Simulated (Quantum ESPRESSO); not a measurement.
# Site moments and magnetic energy gain of ferromagnetic FeNi3 against added charge, PBE at fixed cell

I have to decide whether changing the electron count is a useful way to tune the magnetism of FeNi3, and whether the one collapsed moment in the series should be read as a magnetic switch. The question matters for soft magnetic films under a gate voltage, although a metal screens added charge within its outermost layers, whereas here it is spread through the bulk and balanced by a uniform background. The calculations are PBE at a fixed cell, with charge counted per magnetic atom from the neutral crystal. All four atoms of the cell count as magnetic, so 0.1 e per atom means 0.4 e per cell. The magnetic energy gain is measured from the run without spin polarisation at the same charge.

## How the numbers were made

One system, FeNi3 (Cu3Au-type, Pm-3m), 4 atom(s) a primitive cell, from cells typed from measured lattice constants. Quantum ESPRESSO 7.5, plane waves with GBRV 1.5 PBE pseudopotentials, cutoff 544 eV, Fermi-Dirac smearing of 0.05 eV, k meshes whose coarsest spacing along a reciprocal vector is 0.22 1/Å over all runs (2π included). Functional: PBE, no Hubbard U; collinear spins, no spin-orbit coupling. Atoms stay at fixed fractions of the cell and the mesh divisions are held. At each point the moments on Fe, Ni are started parallel and without spin polarisation. Runs that did not converge or carry a known fault are not listed. The same in all rows: metal or insulator in the run from the parallel start, judged by its smearing entropy or density of states at the Fermi energy (a gap under a few smearing widths counts as a metal): metal.

Notes on method and selection:

- Each state is what a run reaches from typed starting moments; only the parallel order and the state without spin polarisation were started, so the lower of the two need not be the ground state. Spin-orbit coupling is left out of these energies, which are free energies at the smearing width. A magnetic atom is one that was given a starting moment.
- Site moments count the spin inside each program's own atomic sphere, so they depend somewhat on its radius and leave out the spin between the spheres.
- Where the parallel start loses a large moment from one point to the next, the run may have fallen into a spinless or weakly magnetic state although one with a large moment still exists; no run was continued from the neighbouring point.
- Quantum ESPRESSO sets the radius of an element's spheres to about 0.41 of its shortest distance to a neighbour.
- A measured moment is set beside the table only where the run ends ferromagnetic and the measured order is ferromagnetic too.
- Runs that did not converge, have known faults or may not be shown are not listed, and runs on Ansatz's PAW sets soft_1 and soft_2 are kept to separate tables.

Columns:

- added charge (e per magnetic atom): electrons added per magnetic atom (negative: removed), balanced by a uniform background.
- net moment (μB): net spin moment of that run per magnetic atom.
- moment (μB): largest site spin moment reached from the parallel start.
- magnetic energy gain (meV): energy of the run without spin polarisation less that of the parallel start, per magnetic atom (positive: magnetism is favoured).

Input lines of one member:

```
&SYSTEM
  ecutwfc = 40
  ecutrho = 280
  nbnd = 48
  occupations = 'smearing'
  smearing = 'fd'
  degauss = 0.00367493
  nspin = 2
  starting_magnetization(1) = 0.175
  starting_magnetization(2) = 0.0556
/
&ELECTRONS
  conv_thr = 8d-09
  mixing_beta = 0.3
/
K_POINTS automatic
8 8 8 0 0 0
```

Command (options for logging and memory left out): `pw.x -in pw.in`

## Data

| member | added charge (e per magnetic atom) | net moment (μB) | moment (μB) | magnetic energy gain (meV) |
| --- | --- | --- | --- | --- |
| −0.3 e | −0.3 | 1.37 | 3.11 | 367.9 |
| −0.2 e | −0.2 | 0.16 | 0.27 | 1.4 |
| −0.1 e | −0.1 | 1.29 | 3.02 | 322.7 |
| +0 e | 0.0 | 1.24 | 2.97 | 291.3 |
| +0.1 e | 0.1 | 1.18 | 2.90 | 257.0 |
| +0.2 e | 0.2 | 1.11 | 2.79 | 220.1 |
| +0.3 e | 0.3 | ? | ? | ? |

Cells marked ? are withheld until the estimate has been made.

## Why the values move as they do

Leaving aside the row at −0.2 e, I find that added electrons weaken the magnetism steadily. From −0.3 e to +0.2 e the net moment falls from 1.37 to 1.11 μB per atom, the Fe moment (the largest site moment in these rows) from 3.11 to 2.79 μB, and the energy gain from 367.9 to 220.1 meV per atom.

The likely reason is band filling. In a nickel-rich ferromagnet of this kind the majority d states are nearly full, so added electrons go mainly into minority states. If all of them did, the net moment would fall by 1 μB per electron. Between 0 and +0.1 e the slope is (1.18 − 1.24) / 0.1 = −0.6 μB per electron, which means that about 0.8 of each added electron has minority spin and 0.2 majority spin.

The loss is spread over the whole cell. The cell moment drops by 4 × (1.37 − 1.11) = 1.04 μB, of which Fe supplies 3.11 − 2.79 = 0.32 μB. The other 1.04 − 0.32 = 0.72 μB comes from the three Ni atoms and the space between the spheres. Relative to the values at −0.3 e, Fe loses 10% of its moment, while the remainder loses 0.72 / (4 × 1.37 − 3.11) = 30%, so the Ni part is probably the softer one.

The energy gain roughly follows the square of the net moment, as a Stoner picture suggests: (1.11 / 1.37)² = 0.66, against 220.1 / 367.9 = 0.60 for the gain.

I don't read the row at −0.2 e as a switch. Its largest moment, 0.27 μB, sits on Ni, with a small Fe moment opposed to it, and its gain of 1.4 meV belongs to that state. Both neighbouring charges have Fe moments above 3 μB and gains above 320 meV, so the run most likely settled in a weakly magnetic solution far above a ferromagnetic one that it missed.

## Predicting the missing value

Plain estimates from the members shown:

- +0.3 e, mean of the 6 members shown: 2.51 μB, standard deviation 1.0

The mean of the six members, 2.51 μB, is of little use here, because it mixes the collapsed state with five ferromagnetic ones and ignores the slope. I continue the ferromagnetic branch instead.

The Fe moment falls by 0.05, 0.07 and 0.11 μB over the three successive steps from −0.1 e to +0.2 e, so a straight line would end too high. A steepening fall is plausible physically: as the moment shrinks, so does the exchange splitting, which lowers the minority states relative to the majority ones and draws more electrons into them.

A parabola through the last three points gives 3 × 2.79 − 3 × 2.90 + 2.97 = 2.64 μB. Tried on the shown member at +0.2 e, the same formula gives 3 × 2.90 − 3 × 2.97 + 3.02 = 2.81 μB against 2.79 μB in the table, a miss of 0.02 μB.

The formula also magnifies the rounding of the printed moments, by at most 7 × 0.005 = 0.035 μB. Together with the miss this gives √(0.02² + 0.035²) = 0.04 μB, which I take as the error.

This error holds only if the run stays on the ferromagnetic branch. One of the six shown runs left it, and a second such failure would put the moment far below my estimate.

**Committed estimate, +0.3 e: moment = 2.64 ± 0.04 μB.**

## Outcome

| member | added charge (e per magnetic atom) | net moment (μB) | moment (μB) | magnetic energy gain (meV) |
| --- | --- | --- | --- | --- |
| +0.3 e | 0.3 | 1.02 | 2.64 | 182.8 |

| member | estimate | moment (μB) | computed | estimate − computed | miss in error bars |
| --- | --- | --- | --- | --- | --- |
| +0.3 e | committed | 2.64 | 2.64 | 0.00 | 0.0 |
| +0.3 e | mean | 2.51 | 2.64 | −0.13 |  |

The estimate of 2.64 μB agrees with the computed moment to the printed digits, closer than its error bar of 0.04 μB entitled me to expect. The mean of the six members is 0.13 μB too low, and it comes even that near only because the collapsed row pulls it down: the five ferromagnetic rows alone average (3.11 + 3.02 + 2.97 + 2.90 + 2.79) / 5 = 2.96 μB.

Staying on the ferromagnetic branch was the decision that mattered most. The curvature mattered less, since a straight line through the last two points would have given 2.79 − 0.11 = 2.68 μB.

The net moment supports the band-filling picture. Its slope steepens from (1.18 − 1.24) / 0.1 = −0.6 μB per electron just above neutrality to (1.02 − 1.11) / 0.1 = −0.9 in the last step, close to the −1 expected when every added electron enters a minority state. That fits a shrinking exchange splitting, although the columns don't show the splitting itself.

## Outliers

Only the row at −0.2 e stands apart. Its net moment is 0.16 μB per atom, where the mean of its two neighbours is (1.37 + 1.29) / 2 = 1.33 μB. Its energy gain is 1.4 meV, against (367.9 + 322.7) / 2 = 345.3 meV from the same neighbours. If the ferromagnetic branch runs smoothly between them, the state that was reached lies about 345.3 − 1.4 = 343.9 meV per atom above it.

The likeliest cause is the path to self-consistency. A real loss of ferromagnetism at this charge would have to undo itself within 0.1 e on either side, which band filling gives no reason to expect. Restarting this charge from the converged density at −0.1 e would be the direct check.

## Rules of thumb and their limits

Between −0.3 and +0.3 e per atom, added electrons weaken the ferromagnetic state of FeNi3 in PBE at fixed cell, and removed electrons strengthen it. For a charge midway between two computed ferromagnetic points 0.2 e apart, the mean of the two gives the Fe moment to about 0.02 μB, as the rows at 0, +0.1 and +0.2 e show, provided that the run stays on that branch.

For tuning, the slope around neutrality is (1.18 − 1.29) / 0.2 = −0.55 μB per electron. Adding 0.01 e per atom therefore lowers the net moment by 0.01 × 0.55 / 1.24 = 0.4%. I would use charge for fine adjustment and wouldn't plan a magnetic switch on this series.

Temperature is an omitted effect that can exceed the whole spread of the ferromagnetic rows, 1.37 − 1.02 = 0.35 μB: heating to the Curie point removes the net moment altogether, about 1.2 μB per atom in the neutral crystal.

[Logs are printed without paths, hosts, clocks, repeated set-up lines and the standing remarks that a program may print on its own settings, such as how far it seeks lower states.]
